Lecturer: The result at the foot of your page, G = 2K_I²/E* for a crack that splits graphite along the basal plane, is wrong. One line of the page is faulty. Read me the attempt as it stands and we shall find that line afterwards.

Student: I do not concede it yet. My axes are x along the direction of growth, in the basal plane, y along the c axis, normal to the crack, and z along the crack front. The tip is at the origin and the crack lies on x < 0. G is the energy released per unit area of crack advance, counting the plan area once, so the crack grows when G reaches the work of separation W = 2γ of the two new faces. I use linear elasticity in plane strain:

ε_xx = b11 σ_xx + b12 σ_yy, ε_yy = b12 σ_xx + b22 σ_yy, γ_xy = b66 σ_xy.

The b_ij are reduced compliances, b_ij = s_ij − s_i3 s_j3/s33, with 1, 2, 3 standing for x, y, z. In plane stress one uses the s_ij themselves.

Lecturer: And their values?

Student: In the crystal's own notation the c axis is axis 3. With ε_zz = 0 the normal stiffnesses in my plane are C11, C13 and C33, and the shear stiffness is C44. The compiled values are C11 = 1109 GPa, C12 = 139 GPa, C13 = 0 (Savini 2010) and a bulk modulus B = 33.8 GPa (Ouyang 2019). With C13 = 0 a pressure p gives the strains −p/(C11 + C12) twice and −p/C33 once, so 1/B = 2/(C11 + C12) + 1/C33. With C11 + C12 = 1248 GPa this gives C33 = 35.7 GPa. For C44 I take 5 GPa as a typical single-crystal input. Then b11 = 1/C11, b22 = 1/C33, b12 = 0, b66 = 1/C44.

Lecturer: All sound, provided you remember that C33 is inferred from two compilations and C44 is assumed. Now the field.

Student: A stress function χ with σ_xx = χ_yy, σ_yy = χ_xx, σ_xy = −χ_xy satisfies equilibrium. Compatibility gives b22 χ_xxxx + (2b12 + b66) χ_xxyy + b11 χ_yyyy = 0. A function of x + μy solves it if

b11 μ⁴ + (2b12 + b66) μ² + b22 = 0.

For graphite the roots are imaginary, μ_k = iβ_k with β_k > 0, and

β1² β2² = b22/b11, β1² + β2² = (2b12 + b66)/b11.

With z_k = x + μ_k y and analytic functions φ_k = dΦ_k/dz_k,

σ_xx = 2 Re Σ μ_k² φ_k, σ_yy = 2 Re Σ φ_k, σ_xy = −2 Re Σ μ_k φ_k,
u = 2 Re Σ p_k Φ_k, v = 2 Re Σ q_k Φ_k,
p_k = b11 μ_k² + b12, q_k = b12 μ_k + b22/μ_k.

The p_k and q_k come from integrating ε_xx and ε_yy, and the shear relation holds because p_k μ_k + q_k + b66 μ_k vanishes by the quartic.

Near the tip φ_k = A_k/√z_k. On the faces √z_k = ±i√r, with r the distance behind the tip, so the faces are free of traction if A1 + A2 and μ1A1 + μ2A2 are real. I define K_I and K_II by σ_yy = K_I/√(2πx) and σ_xy = K_II/√(2πx) on the plane ahead. Mode I means A1 + A2 = κ = K_I/(2√(2π)) and μ1A1 + μ2A2 = 0, so A1 = κμ2/(μ2 − μ1), A2 = −κμ1/(μ2 − μ1), and

Σ q_k A_k = b22 κ (μ1 + μ2)/(μ1 μ2) = −i b22 κ (β1 + β2)/(β1 β2).

With Φ_k = 2A_k √z_k the upper face rises by v₊ = 4κ √r b22 (β1 + β2)/(β1β2). I define

1/E* = b22 (β1 + β2)/(2 β1 β2),

and then v₊ = (4K_I/E*) √(r/2π). The lower face sinks by as much, so the opening is

δ(r) = (8K_I/E*) √(r/2π).

Lecturer: The numbers, with a spare figure for the arithmetic.

Student: β1β2 = √(C11/C33) = 5.574 and β1² + β2² = C11/C44 = 221.8. Then β1 + β2 = 15.26, the roots are β1 = 14.89 and β2 = 0.374, and E* = 2β1β2 C33/(β1 + β2) = 26.1 GPa.

Now the closure. Let the tip advance by Δ. On 0 < x < Δ the traction was K_I/√(2πx) and the opening is now δ(Δ − x), with the same K_I as Δ → 0. Work is force times displacement, so I wrote

G = (1/Δ) ∫₀^Δ σ_yy(x) δ(Δ − x) dx.   (line A)

The integrand is (8K_I²/(2πE*)) √((Δ − x)/x). Putting x = Δ sin²θ gives ∫₀^Δ √((Δ − x)/x) dx = 2Δ ∫₀^(π/2) cos²θ dθ = πΔ/2. Hence G = 2K_I²/E*. With W = 0.37 J/m² as a typical input for flat basal cleavage, G = W gives K_Ic = √(E*W/2) = 0.069 MPa√m, and an internal basal crack of half-length a = 10 µm, for which K_I = σ√(πa), runs at σ = 12 MPa.

Lecturer: Those are the two wrong numbers.

Student: You cannot tell that from their size. A different C44 would move them about.

Lecturer: True, so the symptom must not depend on C44. We audit the energy of a whole body. Take a crack on −a < x < a in a large crystal, free at infinity, with a pressure p on its faces. Try φ_k = A_k [z_k/√(z_k² − a²) − 1] with A1 + A2 = p/2 and μ1A1 + μ2A2 = 0. What happens on the faces?

Student: There the root is ±i√(a² − x²), the first term is imaginary, and σ_yy = −p, σ_xy = 0. Ahead of the tip σ_yy = p[x/√(x² − a²) − 1], which gives K_I = p√(πa). Adding a uniform σ_yy = p turns it into the free crack under remote tension, so that is the formula I used. Now Φ_k = A_k[√(z_k² − a²) − z_k] and Σ q_k A_k = −ip/E*, so v₊ = (2p/E*)√(a² − x²) and δ = (4p/E*)√(a² − x²). The volume per unit length of front is V = 2πpa²/E*.

Lecturer: Pump an incompressible liquid slowly into the crack at fixed a. What elastic energy is stored?

Student: The pressure is p = E*V/(2πa²), proportional to V, so U = ∫p dV = pV/2 = E*V²/(4πa²) = πp²a²/E*.

Lecturer: Close the valve. V is fixed and nothing does work on the crystal any more. Extend both tips in thought from a₀ to 2a₀. How much energy leaves the elastic field, and how much does your formula deliver to the tips?

Student: U falls as 1/a², so three quarters of U₀ leave. My formula gives, for two tips, ∫ 2·(2πp²a/E*) da with p = E*V/(2πa²), which is ∫ E*V²/(πa³) da = 2U₀(1 − a₀²/a²). At a = 2a₀ that is 3U₀/2.

Lecturer: In numbers, with a₀ = 10 µm and p = 10 MPa at the start.

Student: K_I = 0.056 MPa√m, the central opening is 15 nm, and U₀ = 1.20 µJ per metre of front. The field loses 0.90 µJ/m and my formula hands 1.81 µJ/m to the tips. That is more than the crystal held. The claim passes U₀ as soon as a exceeds √2 a₀.

Lecturer: That is the symptom. E* cancels from the ratio, so no choice of elastic constants cures it. The local statement is −(dU/da) at fixed V = E*V²/(2πa³) = 2πp²a/E*, shared by two tips, so each gets πp²a/E* = K_I²/E*. Here that is 0.120 J/m² against your 0.241 J/m².

Student: You have put a factor 1/2 into U by hand, and naturally it comes out again.

Lecturer: You put it there yourself, a minute ago, when you integrated p dV with p rising from zero. Try the audit at constant pressure if you distrust the closed valve.

Student: The pump does the work p dV = 4πp²a da/E*, which is 2K_I²/E* per tip and unit advance. That is exactly my G. But U also grows, by 2πp²a da/E*, which is half the pump's work. So my formula gives the tips all the work of the load and leaves nothing to pay for the stored energy. What remains is again K_I²/E*.

Lecturer: So two different loadings agree with each other and disagree with you by the same factor. Now find the line. Was the field at fault?

Student: No. Near a tip the central crack gives δ = (4p/E*)√(2ar), which equals (8K_I/E*)√(r/2π) with K_I = p√(πa). The audit uses the same E*. It must be line A. But force times displacement is work.

Lecturer: If the force stays constant while its point moves. At a point x of the strip 0 < x < Δ, when is the traction equal to σ_yy(x), and when is the opening equal to δ(Δ − x)?

Student: The traction has that value before the advance, when the opening is zero. The opening has that value after the advance, when the face is free. They never occur together.

Lecturer: Build the path between the two states. Cut the strip and hold the faces shut with applied tractions equal to σ_yy(x). Nothing has changed. Lower them all in proportion, to sσ_yy(x), with s going from 1 to 0 and the outer loading held. The body is linear, so each intermediate state is s times the shut state plus (1 − s) times the open state, and the opening is (1 − s)δ(Δ − x). The work taken out per unit area is ∫₀¹ sσ_yy δ ds = σ_yy δ/2. Run backwards, the path closes the crack, hence the name of the argument, which goes back to Irwin. Line A should read

G = lim(Δ → 0) (1/(2Δ)) ∫₀^Δ σ_yy(x) δ(Δ − x) dx.   (line B)

Student: And then G = (1/(2Δ))·(8K_I²/(2πE*))·(πΔ/2) = K_I²/E*, as the audit demands. Still, I object on physical grounds. The force between graphite layers is not linear in their separation. It rises to a peak and decays. Why should a triangle describe it?

Lecturer: The triangle does not describe the interlayer force. It describes how the elastic crystal on either side gives way when holding tractions are lowered, and that response is linear. The closure path is a device to compute the difference in potential energy between crack lengths a and a + Δ, which is the same for any reversible path. The interlayer law stands on the other side of the balance, where ∫σ dδ over the full separation equals W whatever its shape. The two meet in G = W, provided the nonlinear zone is small. Estimate it. Take the model law σ(δ) = (Wδ/λ²) exp(−δ/λ), whose integral is W, and match its initial slope W/λ² to C33/d, with d the layer spacing.

Student: The compiled c = 0.67076 nm (Lebedeva 2016) gives d = c/2 = 0.335 nm. Then λ = √(Wd/C33) = 0.059 nm, and the peak, at δ = λ, is σ_m = W/(eλ) = 2.3 GPa. For a strip of constant closing traction σ_m whose own stress intensity cancels K_I, the length ℓ follows from 2σ_m√(2ℓ/π) = K_I, so ℓ = (π/8)(K_I/σ_m)². With K_I² = E*W it is about 0.7 nm. Against 10 µm that is negligible.

Lecturer: Good. Now remove the β from E*.

Student: β1β2 = √(b22/b11) and (β1 + β2)² = (2b12 + b66)/b11 + 2√(b22/b11). Then 1/E* = (1/2)√(b11 b22)(β1 + β2), and taking a factor 2 out of the root,

G_I = K_I² √(b11 b22/2) [√(b22/b11) + (2b12 + b66)/(2b11)]^(1/2).

For an isotropic solid b11 = b22 = 1/E′ and 2b12 + b66 = 2/E′, the bracket equals 2, and G_I = K_I²/E′, with E′ = E in plane stress and E/(1 − ν²) in plane strain. The two roots merge at β = 1 there, but v₊ has a smooth limit.

Lecturer: The anisotropic formula is due to Sih, Paris and Irwin. Do the other modes. Line B becomes a sum of each traction component times the jump of the matching displacement component.

Student: Mode II has A1 + A2 = 0 and μ1A1 + μ2A2 = −κ, now with κ = K_II/(2√(2π)). Then Σ p_k A_k = −κ b11(μ1 + μ2) and u₊ = 4κ√r b11(β1 + β2), so G_II = K_II² b11(β1 + β2)/2, which becomes K_II²/E′ for isotropy. No cross term appears: in mode I, Σ p_k A_k = κ(b11β1β2 + b12) is real, so the faces do not slide, and in mode II, Σ q_k A_k = κ(b22/(μ1μ2) − b12) is real, so they do not open. For mode III in an isotropic solid of shear modulus μ_s, w = (2K_III/μ_s) Im √((x + iy)/2π) is harmonic, leaves the faces free and gives σ_yz = K_III/√(2πx) ahead. The jump is (4K_III/μ_s)√(r/2π), and line B gives K_III²/(2μ_s). Together,

G = (K_I² + K_II²)/E′ + K_III²/(2μ_s).

Lecturer: Under which condition?

Student: Coplanar growth. The opening after the advance was the same field moved along x. A kinked extension has a different field.

Lecturer: In graphite that condition is natural, because the basal plane is by far the weak path. From the compiled a = 0.2461 nm (Wikipedia) the area per atom in a layer is √3a²/4 = 0.0262 nm², so your W is 9.7×10⁻²¹ J per atom of one face layer. The compiled cohesive energy of 7.374 eV per atom (Shin 2014) is 1.18×10⁻¹⁸ J. Basal splitting costs 0.8 % of that, since it breaks no covalent bond. For mode III in graphite, rescaling y by √(C66/C44) restores Laplace's equation and replaces μ_s by √(C44C66), with C66 = (C11 − C12)/2 = 485 GPa. The model's three moduli in G = K²/modulus are then 26 GPa, 145 GPa and 98 GPa for modes I, II and III.

Student: A classmate kept the 1/2 and still disagrees with line B. He has G = K_I²/(2E*).

Lecturer: He used v₊ in place of δ. The holding tractions act on both faces, downward on the upper one and upward on the lower one, and each face moves against its traction. The work is σ_yy v₊/2 from the upper face plus the same from the lower, which is σ_yy δ/2. He counted one face. In our audit his tips would receive only half of what the field loses, and the rest would vanish.

Student: Then someone who drops the 1/2 and also takes one face gets the right answer.

Lecturer: In a homogeneous orthotropic crystal with the crack on a symmetry plane, yes, since (1/Δ)∫σ_yy v₊ dx equals line B when δ = 2v₊. Some write it so on purpose. It fails for a crack between graphite and another solid, where the two faces move by different amounts. Keep the 1/2 and the full jump. Now the mended numbers and the size of your error.

Student: K_Ic = √(E*W) = 0.098 MPa√m, and the 10 µm crack runs at σ = K_Ic/√(πa) = 18 MPa. Without the 1/2, G at given K_I is twice too large, so a work of separation inferred from a splitting load would be doubled. At given W the toughness and the critical stress are too low by the factor 1/√2, that is by 29 %: 0.069 MPa√m and 12 MPa. With one face only, G is halved and they are too high by 41 %: 0.139 MPa√m and 25 MPa.

Lecturer: Compare the slip with the other uncertainties.

Student: Plane stress replaces C11 by C11 − C12²/C11 = 1091.6 GPa, and E* stays at 26.07 GPa to four figures, so that choice is immaterial. Ignoring anisotropy and using C33 for E* raises K_Ic by 17 %. Lowering C44 to 4 GPa gives E* = 23.4 GPa and lowers K_Ic by 5 %. The bracket is dominated by b66/(2b11), so E* goes nearly as √C44 and K_Ic as its fourth root. All of these are smaller than my 29 %.

Lecturer: One is not. Graphite with mobile basal dislocations can show a much lower apparent C44. With 0.3 GPa as an illustrative input, E* = 6.5 GPa and K_Ic drops to 0.50 of its value, a larger shift than your slip. That is why the slip can hide in a comparison of toughness numbers and has to be caught by the energy audit. Mind the geometry too. The field depends on x + iβ2 y, so it reaches along c over a/β2, which is 27 µm here, and K_I = σ√(πa) needs a crystal several times thicker than that on each side of the crack.

Student: So may I quote 0.098 MPa√m as the toughness of graphite?

Lecturer: As the model's value for reversible splitting of one flat basal plane, with C44 and W assumed. Real macroscopic cleavage crosses steps, tears layers and leaves bridging flakes, all of which add to W. As typical knowledge, pyrolytic graphite splits along its layers at a K several times larger, and polycrystalline graphite has a toughness near 1 MPa√m, so the model lies below real specimens by a factor of several to about ten. The relation G_I = K_I²/E* is untouched by that, as long as the dissipation stays in a zone small against the crack, and it then converts whichever toughness a specimen shows into its work of fracture.